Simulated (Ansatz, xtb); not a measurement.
## Relative energy of two isomers of C6H6FNSi

Structure a: `N#CC1=CC[SiH2]/C1=C\F`, a singlet. Structure b: `N#C[C@H](F)C1=C[SiH2]C=C1`, a singlet. Both are isolated molecules in the gas phase, relaxed with r2SCAN-D4/def2-SVP; the shapes shown needn't be the lowest conformers.

a (Å):

```xyz
15

C    -0.6940    3.2539    0.2718
C    -0.4135    1.9752   -0.3040
C     0.4740    1.8142   -1.3276
C     0.7026    0.4310   -1.8660
C    -1.0878    0.7672    0.2006
C    -1.9808    0.7686    1.2007
F    -2.5541   -0.3674    1.6074
N    -0.9588    4.2713    0.7762
Si   -0.4454   -0.6806   -0.8190
H     1.0056    2.6767   -1.7440
H     1.7691    0.1513   -1.7830
H     0.4769    0.3906   -2.9476
H     0.2845   -1.6969   -0.0079
H    -1.5085   -1.3582   -1.6155
H    -2.3259    1.6416    1.7682
```

b (Å):

```xyz
15

C    -1.5087    3.0998   -1.6717
C    -0.2734    2.7632   -0.9404
C    -0.2759    1.3132   -0.5132
C     0.6908    0.4332   -0.8665
C    -1.3101   -0.4808    0.7272
C    -1.3736    0.8196    0.3555
F     0.8151    3.0461   -1.7288
N    -2.4892    3.3614   -2.2372
Si    0.2382   -1.1963   -0.0567
H    -0.2273    3.4149   -0.0442
H     1.5270    0.7296   -1.5028
H    -0.0300   -2.2968   -1.0302
H     1.2504   -1.6710    0.9344
H    -2.0727   -0.9376    1.3628
H    -2.1821    1.5003    0.6537
```

**Question.** Estimate which is lower in electronic energy at CCSD(T)/def2-SVP + ΔMP2/def2-TZVPP, and by roughly how much.

**Answer.** The CCSD(T)/def2-SVP + ΔMP2/def2-TZVPP calculation puts structure a lower, by 44.1 kJ/mol.

The same difference at several levels:

```json
{"level": "GFN2-xTB", "geometry": "GFN2-xTB", "E(b) − E(a) (kJ/mol)": "+67.4", "departure from the last row (kJ/mol)": "+23.3", "job, with rough time for the two": "optimisation, 0.22 s"}
{"level": "HF/STO-3G", "geometry": "GFN2-xTB", "E(b) − E(a) (kJ/mol)": "+73.9", "departure from the last row (kJ/mol)": "+29.8", "job, with rough time for the two": "single point, 0.56 s"}
{"level": "r2SCAN-D4/def2-SVP//GFN2-xTB", "geometry": "GFN2-xTB", "E(b) − E(a) (kJ/mol)": "+68.8", "departure from the last row (kJ/mol)": "+24.7", "job, with rough time for the two": "single point, 5.2 s"}
{"level": "r2SCAN-D4/def2-SVP", "geometry": "r2SCAN-D4/def2-SVP", "E(b) − E(a) (kJ/mol)": "+64.0", "departure from the last row (kJ/mol)": "+19.9", "job, with rough time for the two": "optimisation, 56 s"}
{"level": "HF/def2-SVP", "geometry": "r2SCAN-D4/def2-SVP", "E(b) − E(a) (kJ/mol)": "+43.6", "departure from the last row (kJ/mol)": "−0.5", "job, with rough time for the two": "part of the CCSD(T) run"}
{"level": "MP2/def2-SVP", "geometry": "r2SCAN-D4/def2-SVP", "E(b) − E(a) (kJ/mol)": "+51.1", "departure from the last row (kJ/mol)": "+7.0", "job, with rough time for the two": "part of the CCSD(T) run"}
{"level": "CCSD(T)/def2-SVP", "geometry": "r2SCAN-D4/def2-SVP", "E(b) − E(a) (kJ/mol)": "+47.2", "departure from the last row (kJ/mol)": "+3.1", "job, with rough time for the two": "single point"}
{"level": "CCSD(T)/def2-SVP + ΔMP2/def2-TZVPP", "geometry": "r2SCAN-D4/def2-SVP", "E(b) − E(a) (kJ/mol)": "+44.1", "departure from the last row (kJ/mol)": "", "job, with rough time for the two": "single point, 2.7 min"}
```

As drawn, both hold the same kinds of bond in the same numbers.

The levels shown agree on the order. The largest departure from CCSD(T)/def2-SVP + ΔMP2/def2-TZVPP is that of HF/STO-3G, 29.8 kJ/mol. The last row adds to CCSD(T) the change of the MP2 difference between the two basis sets, here −3.1 kJ/mol.

With thermal terms from frequencies at re-optimised GFN2-xTB minima (ideal gas, soft modes damped towards free rotors, one conformer each, 298.15 K, 1 atm): the zero-point term adds −0.8 kJ/mol; ΔH is +43.0 and ΔG +43.6 kJ/mol.

The correlated steps freeze 13 core orbitals. Mirror images aren't counted in ΔG. Run with Ansatz 0.2.0, xtb 6.7.1; the last row on 4 threads of Arm Neoverse V1 on a shared host.

Isomer a is clearly favoured, and because the thermal terms barely change the gap, the preference is essentially electronic. Both molecules contain a conjugated diene, so the difference probably lies in where the substituents sit. In a, the nitrile extends the π system and fluorine is bound to an sp2 carbon, where the C–F bond is stronger and a fluorine lone pair can donate into the alkene. In b, both groups share one saturated carbon, which removes this conjugation and places two electron-withdrawing groups on the same centre. The silole ring offers little compensation, since its saturated silicon interrupts cyclic π delocalisation.

The close agreement of HF/def2-SVP with the best value looks like cancellation: correlation widens the gap in the small basis, while the basis correction narrows it. r2SCAN-D4 exaggerates the preference, perhaps by over-stabilising the more extended conjugation. The total energies don't separate the nitrile's contribution from that of fluorine.
